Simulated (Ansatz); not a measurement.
**InSb$_{3}$ (Fm-3m), a vibration from a frozen displacement**

Computed with DFT PBEsol+D3(BJ), scalar-relativistic, plane waves, PAW in Ansatz. The runs took a 420 eV cutoff, a Γ-centred 12×12×12 mesh and Gaussian smearing (0.15 eV). Spin–orbit coupling is left out, which matters for the heavy elements here. No spin polarisation. Energies are free energies at this smearing, counted from the undisturbed cell; pressure is positive in compression.

The starting cell (relaxed at this level; with this scan's settings it stands at 0.3 GPa; it needn't be the usual structure):

```yaml
crystal:
  lattice:
    - [0.00000, 3.66207, 3.66207]
    - [3.66207, 0.00000, 3.66207]
    - [3.66207, 3.66207, 0.00000]
  atoms:
    - { symbol: In, position: [0.00000, 0.00000, 0.00000] }
    - { symbol: Sb, position: [0.25000, 0.25000, 0.25000] }
    - { symbol: Sb, position: [0.75000, 0.75000, 0.75000] }
    - { symbol: Sb, position: [0.50000, 0.50000, 0.50000] }
```

Atom 1 (In) is moved by x along the Cartesian unit vector (0.000, 0.000, 1.000); the cell and all other atoms stay fixed. The cell's volume is 98.22 Å³; the moved atoms weigh 114.818 u together and the others 365.280 u. Some rows repeat others by symmetry and weren't run.

```csv
x (Å),ΔE (meV/cell),total force on the moved atoms along the move (eV/Å),pressure (GPa)
-0.4500,344.93,1.5451,2.5207
-0.3938,263.69,1.3464,1.9930
-0.3375,193.41,1.1508,1.5366
-0.2813,134.18,0.9573,1.1530
-0.2250,85.73,0.7642,0.8404
-0.1688,48.18,0.5721,0.5990
-0.1125,21.37,0.3804,0.4267
-0.0563,5.35,0.1901,0.3236
0.0000,0.00,0.0000,0.2892
0.0563,5.35,-0.1901,0.3236
0.1125,21.37,-0.3804,0.4267
0.1688,48.18,-0.5721,0.5990
0.2250,85.73,-0.7642,0.8404
0.2813,134.18,-0.9573,1.1530
0.3375,193.41,-1.1508,1.5366
0.3938,263.69,-1.3464,1.9930
0.4500,344.93,-1.5451,2.5207
```

**Question.** What frequency belongs to this motion?

**Answer.** The force constant is k = −dF/dx = 3.377 eV/Å², from the parabola through x = -0.0563, 0 and 0.0563. In every cell the moved atoms swing against the rest, so the mass is μ = m₁m₂/(m₁ + m₂) = 87.359 u, and ν̃ = 521.5 cm⁻¹ × √(|k|/μ) = 103 cm⁻¹. The pattern needn't be a normal mode: ν̃² is then a weighted mean of the squared nonzero frequencies at the zone centre of this cell, so it lies between the lowest and the highest of them.

**Question.** How far does the harmonic law reach?

**Answer.** At x = -0.450 Å, kx²/2 = 341.88 meV against the computed 344.93 meV (+0.9 %): the well is still close to harmonic there.

**Question.** The pressure changes with x². What does that say about the frequency under compression?

**Answer.** With E = k(V)x²/2, k ∝ V^(−2γ) and x scaling with the cell as V^(1/3), P − P0 = −∂E/∂V = (2γ − 2/3) ΔE/V. At x = 0.1125 Å, V(P − P0) = 98.22 × 0.13760 / 160.2 eV = 84.35 meV and ΔE = 21.37 meV, so γ = 1/3 + V(P − P0)/(2ΔE) = 2.31. This is the Grüneisen parameter of the motion under uniform scaling of the cell: shrinking the cell evenly by 1 % in volume raises the frequency by about 2.31 %.

In a metal these slopes depend on the k mesh and the smearing.

Cost: 9 runs of about 2.3 core-minutes in all, on AMD EPYC 9R45 (Zen 5) (shared hosts).

Indium sits in a single well centred on its cubic site, with no sign of a tendency to move off centre along this path. Inversion symmetry at the site cancels the odd terms of the energy, so the first departure from harmonic behaviour is quartic. Here it is small and positive: the restoring force grows slightly faster than the displacement, probably because short-range repulsion from the antimony atoms being approached outweighs the loss of bonding on the opposite side. The same steep repulsion would explain why the motion stiffens under compression, with a Grüneisen parameter of 2.31.

By symmetry, the displacement mixes only the two polar optical modes, each threefold degenerate. The Raman-active mode, in which the two equivalent antimony atoms move against each other while indium stays at rest, doesn't enter. The value of 103 cm⁻¹ therefore requires at least one polar branch to be stable, but a soft second branch could hide in the average, and dynamical stability of the crystal doesn't follow.
